## Counting p functions

Count the p functions that a basis set places on each carbon, leaving out the diffuse ones that reach far from the atom. STO-3G has one, and the ordinary double-zeta sets have two. The larger sets 6-311+G(2d,p) and def2-TZVP have more, and the pcSseg sets, built for shieldings, add a steep one close to the nucleus. With PBE0 in the gas phase, this count sorts the carbon shieldings into three separate groups.

Non-relativistic isotropic GIAO shieldings σ of 2-methyl-1-fluorobenzene, C7H7F, SMILES Cc1ccccc1F, from PySCF 2.14.0 with density fitting at the gas-phase PBE0-D3(BJ)/def2-SVP geometry. Chloroform is modelled as an IEF-PCM continuum, and none means gas phase. Atoms are numbered from 1 in SMILES order, hydrogens after the heavy atoms.

```tsv
functional	basis	solvent	exact exchange, long range (%)	σ C2 (ppm)	σ C5 (ppm)	σ H15 (ppm)	rough cost (core min)
BP86	pcSseg-1	none	0	51.4	49.4	24.37	0.5
KT2	pcSseg-1	none	0	62.5	60.8	24.41	0.5
LDA	pcSseg-1	none	0	47.4	45.1	23.82	0.4
OPBE	pcSseg-1	none	0	63.2	60.0	24.27	0.5
PBE	pcSseg-1	none	0	51.8	49.6	24.30	0.5
B3LYP	pcSseg-1	none	20	47.6	45.9	24.42	0.3
mPW1PW91	pcSseg-1	none	25	53.1	50.5	24.25	0.4
CAM-B3LYP	pcSseg-1	none	65	48.2	45.8	24.24	0.4
PBE0	6-311+G(2d,p)	none	25	56.5	55.6	24.37	0.7
PBE0	6-31G	none	25	76.4	75.8	25.71	0.2
PBE0	6-31G(d)	none	25	74.7	72.4	25.24	0.2
PBE0	STO-3G	none	25	126.7	123.9	25.93	0.08
PBE0	aug-cc-pVDZ	none	25	68.8	69.2	24.22	0.6
PBE0	cc-pVDZ	none	25	70.5	69.6	24.50	0.3
PBE0	def2-SVP	none	25	70.3	68.2	24.51	0.3
PBE0	def2-TZVP	none	25	55.1	54.1	24.36	0.8
PBE0	pcSseg-0	none	25	60.1	55.5	25.91	0.1
PBE0	pcSseg-1	none	25	54.1	51.4	24.18	0.3
wB97X-D	pcSseg-1	chloroform	100	52.2	50.0	24.08	0.5
WP04	pcSseg-1	chloroform	n/a	39.7	39.5	24.58	0.5
PBE0	pcSseg-1	chloroform	25	53.3	51.1	24.00	0.5
```

Here σ is the isotropic shielding, so a larger value means that the electrons screen the nucleus better from the applied field. C2 is the ring carbon that carries the methyl group, C5 is the CH carbon opposite it, and H15 is the ring hydrogen next to the C–F bond. At C2, STO-3G gives 126.7 ppm. The double-zeta group, aug-cc-pVDZ included, begins at 68.8 ppm, while the third group ends at 60.1 ppm. C5 shows the same division, with a wider gap between these last two groups.

## Why stiff carbon functions shield too much

A magnetic field makes the electrons circulate. The part of this circulation that arises without any change in the orbitals, called diamagnetic, shields the nucleus. A second contribution, called paramagnetic, arises because the field mixes empty orbitals into occupied ones, and at a ring carbon it deshields strongly. In simplified form it reads

$$\sigma_p \sim -\sum_{o,v}\frac{\langle o|L|v\rangle\,\langle v|L/r^3|o\rangle}{\varepsilon_v-\varepsilon_o},$$

where $o$ and $v$ are occupied and empty orbitals with energies $\varepsilon$, $L$ is the angular momentum about the nucleus, and $r$ is the distance from it.

The factor $1/r^3$ gives most weight to the region close to the nucleus. There an ordinary double-zeta set has a p function whose shape was fixed for the free atom, and the mixed-in orbitals cannot adjust to the field. Theory therefore suggests that the deshielding comes out too weak and the total shielding too high, which is the direction seen in the table.

Two pairs of rows, and the row for pcSseg-0, support this reading. Diffuse functions, added in going from cc-pVDZ to aug-cc-pVDZ, lower C2 by only 1.7 ppm. The d functions added in going from 6-31G to 6-31G(d) lower it by the same amount. Yet pcSseg-0, a small set without d functions, lies well below all the double-zeta rows. What matters most is freedom near the nucleus, not the size of the set.

## An estimate for the methyl carbon

If the fault lies in the paramagnetic part, the error should grow with that part. The methyl carbon offers a test, because its bonds are all single and its paramagnetic part is much smaller. As a reference we take mPW1PW91 with pcSseg-1, whose C2 value lies about 1 ppm below that of PBE0 in the same basis. Against it, 6-31G(d) is too high at C2 by $74.7-53.1=21.6$ ppm. The paramagnetic parts in the reference are −77.1 ppm at the methyl carbon and −210.7 ppm at C2, so the expected error at the methyl carbon is

$$21.6\times\frac{77.1}{210.7}\approx 7.9\ \text{ppm}.$$

The calculations give $176.4-165.8=10.6$ ppm. The estimate is only a quarter too low, but the agreement is accidental. It assumes a paramagnetic error, whereas most of the excess at the methyl carbon is diamagnetic and only a small part paramagnetic. The test therefore lends no support to a paramagnetic fault. For the ring carbons the explanation rests on theory and on the comparison of basis sets above, which shows where flexibility is needed but does not separate the two parts. The rule also fails for pcSseg-0, whose excess over the same reference is about 7 ppm at both carbons. At C2 that excess is almost wholly diamagnetic, 6.4 ppm against 0.6 ppm from the paramagnetic part. At the methyl carbon the paramagnetic part is too weak, and a smaller diamagnetic part hides some of the error.

This has a practical side. A chemical shift is a difference between two shieldings, and one might hope that the basis error cancels. Between C2 and the methyl carbon, about half of the 6-31G(d) error remains.

## Hydrogen fails in other rows

For H15 the dividing line runs elsewhere. The four PBE0 sets without p functions on hydrogen give 25.24 ppm or more, and the gas-phase rows with them give at most 24.51 ppm. Thus cc-pVDZ is poor for carbon but sits in the better hydrogen group, while pcSseg-0 does the opposite. One good value in a row says little about the other nuclei.

The cause is again a response that the basis cannot follow. An s function is round, so it has no angular momentum about its own nucleus, and p functions are needed to describe the circulation close to the proton. In pcSseg-0 the paramagnetic deshielding of H15 is 2.4 ppm weaker than in the mPW1PW91 reference, and a smaller diamagnetic part takes back 0.8 ppm. The hydrogen functions are not the whole story, since d functions on carbon and fluorine lower H15 by about 0.5 ppm between 6-31G and 6-31G(d).

## How to recognise the failure

The total energy is a poor warning sign. With the same functional and geometry, aug-cc-pVDZ gives a lower energy than pcSseg-1, which makes it the better set by the variational principle. Its C2 shielding is nevertheless 14.7 ppm higher. The energy rewards a good description of the undisturbed molecule, whereas the shielding also needs a good description of its response to a field.

A better test is to change the basis in the region that the property probes, and to watch each kind of nucleus separately. A large jump shows that the smaller set was inadequate. A small change after adding diffuse functions proves little, because they act in the wrong place: cc-pVDZ and aug-cc-pVDZ agree closely at C2 and are both far too high.

The test also shows how far the better sets can be trusted. Those with both the extra p functions and d functions on carbon, 6-311+G(2d,p), def2-TZVP and pcSseg-1, still differ by 2.4 ppm at C2 and 4.2 ppm at C5. They agree that C2 is the more shielded carbon, but put the difference anywhere between 0.9 and 2.7 ppm. The reversed order in aug-cc-pVDZ therefore deserves no chemical explanation.

## Beside a series of functionals

Changing the functional instead of the basis leaves a different trace. With pcSseg-1 in the gas phase, nine functionals spread over 15.8 ppm at C2, about as much as the error of cc-pVDZ relative to pcSseg-1. But they move C2 and C5 almost together, and the difference between the two carbons varies by only 1.5 ppm. WP04, run only in chloroform, fits this pattern less well: at C2 it lies 13.6 ppm below PBE0 in the same solvent, and the difference between the carbons shrinks from 2.2 to 0.2 ppm. Over the PBE0 basis sets without STO-3G, which spread over 22.3 ppm at C2, it runs from −0.4 to 4.6 ppm.

The two kinds of error can also hide each other. A functional that shields carbon too little, combined with a basis that shields it too much, may land on a measured value by accident. A measured value also includes the effect of molecular vibrations, which these calculations on a single rigid conformer leave out. The basis should therefore be settled first, before a functional is judged. Most of the differences used here are collected in the printed output below.

Numerical output:

```
C2 gap between lowest double-zeta row and highest row with third or steep p, ppm: 8.7
C5 gap between the same two groups, ppm: 12.6
C2, STO-3G minus pcSseg-1, ppm: 72.6
C2, cc-pVDZ minus pcSseg-1, ppm: 16.4
C2, aug-cc-pVDZ minus pcSseg-1, ppm: 14.7
C2, aug-cc-pVDZ minus cc-pVDZ, ppm: -1.7
C2, 6-31G(d) minus 6-31G, ppm: -1.7
C2, pcSseg-0 minus pcSseg-1, ppm: 6
H15, pcSseg-0 minus pcSseg-1, ppm: 1.73
H15 gap between rows without and with p on hydrogen, ppm: 0.73
H15, cc-pVDZ minus 6-31G(d), ppm: -0.74
C2 spread of the three fullest sets, ppm: 2.4
C5 spread of the three fullest sets, ppm: 4.2
C2 minus C5 in the ten PBE0 gas rows in table order, ppm: 0.9, 0.6, 2.3, 2.8, -0.4, 0.9, 2.1, 1, 4.6, 2.7
C2 minus C5, spread over nine functionals in gas with pcSseg-1, ppm: 1.5
C2 spread over the same nine functionals, ppm: 15.8
C2, WP04 minus PBE0, both in chloroform, ppm: -13.6
total energy, aug-cc-pVDZ minus pcSseg-1, hartree: -0.08558
methyl carbon, 6-31G(d) minus pcSseg-0, ppm: 3.541
C2, 6-31G(d) minus pcSseg-0, ppm: 14.6
C2 diamagnetic part, PBE0/pcSseg-0 minus mPW1PW91/pcSseg-1, ppm: 6.37
C2 paramagnetic part, same pair, ppm: 0.558
H15 diamagnetic part, same pair, ppm: -0.784
H15 paramagnetic part, same pair, ppm: 2.449
```
